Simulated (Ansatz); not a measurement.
**Ag: a vibration from a frozen displacement**

The calculation used Ansatz 0.2.0, DFT PBEsol, scalar-relativistic, plane waves, PAW. The runs took a 420 eV cutoff, a Γ-centred 10×10×10 mesh and Gaussian smearing (0.15 eV). No spin polarisation. Energies are free energies at this smearing, counted from the undisturbed cell; pressure is positive in compression.

The undisturbed cell (as given, not relaxed at this level; it stands at -7.2 GPa; this bcc form isn't the usual structure):

```
Ag
1.0
     3.31131    3.31131   -3.31131
     3.31131   -3.31131    3.31131
    -3.31131   -3.31131   -3.31131
Ag
8
Direct
  0.00000 0.00000 0.50000
  0.50000 0.00000 0.50000
  0.00000 0.50000 0.50000
  0.50000 0.50000 0.50000
  0.00000 0.00000 0.00000
  0.50000 0.00000 0.00000
  0.00000 0.50000 0.00000
  0.50000 0.50000 0.00000
```

Atom 1 (Ag) is moved by x along the Cartesian unit vector (0.577, 0.577, 0.577); the cell and all other atoms stay fixed. The cell's volume is 145.23 Å³; the moved atoms weigh 107.868 u together and the others 755.077 u. Some rows repeat others by symmetry and weren't run.

| x (Å) | ΔE (meV/cell) | total force on the moved atoms along the move (eV/Å) | pressure (GPa) |
| --- | --- | --- | --- |
| -0.4500 | 505.75 | 2.8730 | -4.6898 |
| -0.3938 | 362.73 | 2.2399 | -5.3373 |
| -0.3375 | 251.51 | 1.7295 | -5.8684 |
| -0.2813 | 166.33 | 1.3157 | -6.2955 |
| -0.2250 | 102.17 | 0.9741 | -6.6317 |
| -0.1688 | 55.71 | 0.6871 | -6.8844 |
| -0.1125 | 24.18 | 0.4379 | -7.0609 |
| -0.0563 | 5.97 | 0.2132 | -7.1649 |
| 0.0000 | 0.00 | 0.0000 | -7.1994 |
| 0.0563 | 5.97 | -0.2132 | -7.1649 |
| 0.1125 | 24.18 | -0.4379 | -7.0609 |
| 0.1688 | 55.71 | -0.6871 | -6.8844 |
| 0.2250 | 102.17 | -0.9741 | -6.6317 |
| 0.2813 | 166.33 | -1.3157 | -6.2955 |
| 0.3375 | 251.51 | -1.7295 | -5.8684 |
| 0.3938 | 362.73 | -2.2399 | -5.3373 |
| 0.4500 | 505.75 | -2.8730 | -4.6898 |

Q: What frequency belongs to this motion?

A: The force constant is k = −dF/dx = 3.787 eV/Å², from the parabola through x = -0.0563, 0 and 0.0563. In every cell the moved atoms swing against the rest, so the mass is μ = m₁m₂/(m₁ + m₂) = 94.385 u, and ν̃ = 521.5 cm⁻¹ × √(|k|/μ) = 104 cm⁻¹, at this cell's pressure of -7.2 GPa. The pattern needn't be a normal mode: ν̃² is then a weighted mean of the squared nonzero frequencies at the zone centre of this cell, so it lies between the lowest and the highest of them.

Q: How far does the harmonic law reach?

A: At x = -0.450 Å, kx²/2 = 383.45 meV against the computed 505.75 meV (+31.9 %): the well stiffens in this direction at large amplitude.

Q: The pressure changes with x². What does that say about the frequency under compression?

A: With E = k(V)x²/2, k ∝ V^(−2γ) and x scaling with the cell as V^(1/3), P − P0 = −∂E/∂V = (2γ − 2/3) ΔE/V. At x = 0.1125 Å, V(P − P0) = 145.23 × 0.13851 / 160.2 eV = 125.55 meV and ΔE = 24.18 meV, so γ = 1/3 + V(P − P0)/(2ΔE) = 2.93. This is the Grüneisen parameter of the motion under uniform scaling of the cell: shrinking the cell evenly by 1 % in volume raises the frequency by about 2.93 %.

In a metal these slopes depend on the k mesh and the smearing.

The silver atom sits in a single well, and the well hardens as the atom moves along the line to a nearest neighbour. Inversion symmetry removes the odd terms, so the hardening is of even order. Its likely source is the steep short-range repulsion between ions with filled d shells: the contact that closes up costs more than the opposite one gains by opening. The same convexity explains why displacement makes the pressure less negative and why the Grüneisen parameter is clearly positive. Since the cell is under tension, 104 cm⁻¹ is probably lower than the same motion would have at zero pressure.

The restoring force doesn't show that bcc silver is dynamically stable. Moving one atom mixes stiff and soft zone-boundary phonons of the primitive lattice, and a positive average can hide an imaginary branch. The tetragonal shear that leads from bcc towards fcc, along which noble metals are typically unstable, is a strain of the cell and isn't probed by this displacement.
